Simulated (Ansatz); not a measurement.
## Relative energies of C2H9BS isomers

2 of its isomers, all singlets with charge 0: A = `C[BH-](C)[SH2+]`; B = `[BH3-][S+](C)C`.

Shapes, held fixed at every level: PBE0-D4/def2-TZVP. Flexible molecules stand in one conformer, not always the lowest. Programs: Ansatz 0.2.0.

A:

```xyz
13

C    -0.9743    1.0252   -0.7439
B    -0.0882   -0.2800   -0.4656
C     1.4266   -0.0560   -0.0102
S    -1.0796   -1.1825    1.1290
H    -2.0315    0.8237   -0.9418
H    -0.9175    1.7714    0.0577
H    -0.5798    1.5126   -1.6428
H    -0.2684   -1.1924   -1.2502
H     1.9803    0.3748   -0.8531
H     1.9555   -0.9738    0.2669
H     1.5287    0.6543    0.8192
H    -0.1886   -2.1240    1.4863
H    -0.7429   -0.3879    2.1634
```

B:

```xyz
13

B    -0.8058    1.4875   -0.3124
S     0.4025    0.0487   -0.7276
C     1.4447   -0.0500    0.7228
C    -0.6001   -1.4148   -0.4985
H    -0.0882    2.4615   -0.3273
H    -1.2695    1.2108    0.7728
H    -1.5958    1.4555   -1.2281
H     0.8202   -0.0717    1.6164
H     2.0855   -0.9299    0.6664
H     2.0564    0.8514    0.7310
H     0.0187   -2.3094   -0.5681
H    -1.1077   -1.3586    0.4649
H    -1.3405   -1.4157   -1.2977
```

Electronic energies in kJ/mol, without zero-point or thermal terms.

```
               level                    kind  B − A
         HF/def2-SVP            Hartree–Fock  +49.9
 B3LYP-D4/def2-TZVPP           global hybrid  +22.0
  PBE0-D4/def2-TZVPP           global hybrid  +19.3
  wB97M-V/def2-TZVPP  range-separated hybrid  +23.5
        MP2/def2-SVP     perturbation theory  +48.7
  CCSD(T)/def2-TZVPP   coupled cluster or CI  +27.9
     CCSD/def2-TZVPP   coupled cluster or CI  +29.6
CCSD(T)/CBS estimate   coupled cluster or CI  +23.7
```

The highest level, CCSD(T)/CBS estimate, puts A lowest of these. All levels agree on that. The B − A difference spans +19.3 to +49.9 kJ/mol over the levels. The CBS estimate extrapolates MP2 from def2-TZVPP and def2-QZVPP and adds CCSD(T) − MP2 in the triple-zeta set, cores frozen.

The H2S adduct of dimethylborane (A) lies below dimethyl sulfide–borane (B) at every level, even though B has the stronger donor–acceptor pair. Methyl groups make sulfur a better donor, whereas on boron they weaken its Lewis acidity, in keeping with the longer B–S bond in A. The order therefore probably reflects the covalent framework: moving the methyl groups from sulfur to boron exchanges S–C and B–H bonds for B–C and S–H bonds, and this gain outweighs the weaker dative bond.

The two values near +50 kJ/mol both come from the double-zeta basis, where HF and MP2 nearly coincide. This suggests that the small basis, rather than missing correlation, inflates the gap. Perturbative triples change it only slightly, from +29.6 to +27.9 kJ/mol, less than the further step to the CBS estimate.

A's lower energy does not make it the more persistent adduct, since that depends on dissociation into borane and sulfide and on H2 loss, neither of which is computed here.
